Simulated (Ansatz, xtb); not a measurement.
# Redistribution: C2H3BrF2 + CH3I → C2H4F2 + CH2BrI

Gas-phase species: C2H3BrF2 (2-bromo-1,1-difluoroethane) `FC(F)CBr`, singlet; CH3I (methyl iodide) `CI`, singlet; C2H4F2 (1,1-difluoroethane) `CC(F)F`, singlet; CH2BrI (bromoiodomethane) `BrCI`, singlet. The partners trade Br for H; both sit on C, so the bond types are kept.

Shapes, held fixed at every level: PBE0-D4/def2-TZVP. Flexible molecules stand in one conformer, not always the lowest. Programs: Ansatz 0.2.0, xtb 6.7.1. Electronic energies: no zero-point or thermal term.

Q: Estimate ΔE of this reaction.

A: The highest level, CCSD(T)/def2-TZVPP, gives ΔE = +1.2 kJ/mol; the levels span -3.2 to +6.2. That is about zero within the method's error. They disagree on the sign: 5 of 9 are positive. The column of differences is taken from that level and isn't an error. No measured value is set beside it here. For atoms past krypton def2 sets carry core potentials with scalar relativity. Relativity is left out for Br. Outer-core shells of Br, I are correlated, in sets that cover them unevenly.

```json
{"level": "GFN0-xTB", "kind": "semi-empirical", "ΔE (kJ/mol)": "-1.4", "less CCSD(T)/def2-TZVPP": "-2.6"}
{"level": "HF/def2-TZVPP", "kind": "Hartree–Fock", "ΔE (kJ/mol)": "+6.2", "less CCSD(T)/def2-TZVPP": "+5.0"}
{"level": "PBE-D4/def2-TZVPP", "kind": "GGA", "ΔE (kJ/mol)": "-3.2", "less CCSD(T)/def2-TZVPP": "-4.4"}
{"level": "B3LYP-D4/def2-TZVPP", "kind": "global hybrid", "ΔE (kJ/mol)": "-1.5", "less CCSD(T)/def2-TZVPP": "-2.7"}
{"level": "wB97M-V/def2-TZVPP", "kind": "range-separated hybrid", "ΔE (kJ/mol)": "+1.5", "less CCSD(T)/def2-TZVPP": "+0.3"}
{"level": "wB97X-V/def2-TZVPP", "kind": "range-separated hybrid", "ΔE (kJ/mol)": "+1.7", "less CCSD(T)/def2-TZVPP": "+0.5"}
{"level": "B2PLYP/def2-TZVPP", "kind": "double hybrid", "ΔE (kJ/mol)": "-1.6", "less CCSD(T)/def2-TZVPP": "-2.8"}
{"level": "CCSD/def2-TZVPP", "kind": "coupled cluster or CI", "ΔE (kJ/mol)": "+2.2", "less CCSD(T)/def2-TZVPP": "+1.0"}
{"level": "CCSD(T)/def2-TZVPP", "kind": "coupled cluster or CI", "ΔE (kJ/mol)": "+1.2", "less CCSD(T)/def2-TZVPP": "0.0"}
```

The exchange is close to thermoneutral, as expected when one C–Br and one C–H bond are broken and re-formed on sp3 carbon. What remains is a difference between two substituent effects: bromine next to a CHF2 group in the reactant, and bromine sharing a carbon with iodine in the product. Neither environment is clearly preferred.

Electron correlation shifts the balance towards the products, from +6.2 kJ/mol at Hartree–Fock to +2.2 with CCSD and +1.2 with CCSD(T). A probable reason is the attractive correlation between the large, polarizable bromine and iodine atoms held close together in CH2BrI; the fluorines near bromine in the reactant are much less polarizable. Mean-field theory misses this attraction while retaining the repulsion between the halogens' closed shells.

The two range-separated hybrids fall closest to CCSD(T), whereas PBE, B3LYP and B2PLYP favour the products slightly. With so small a net energy, that agreement may owe something to cancellation and doesn't establish a general ranking of the functionals for halogen exchange.
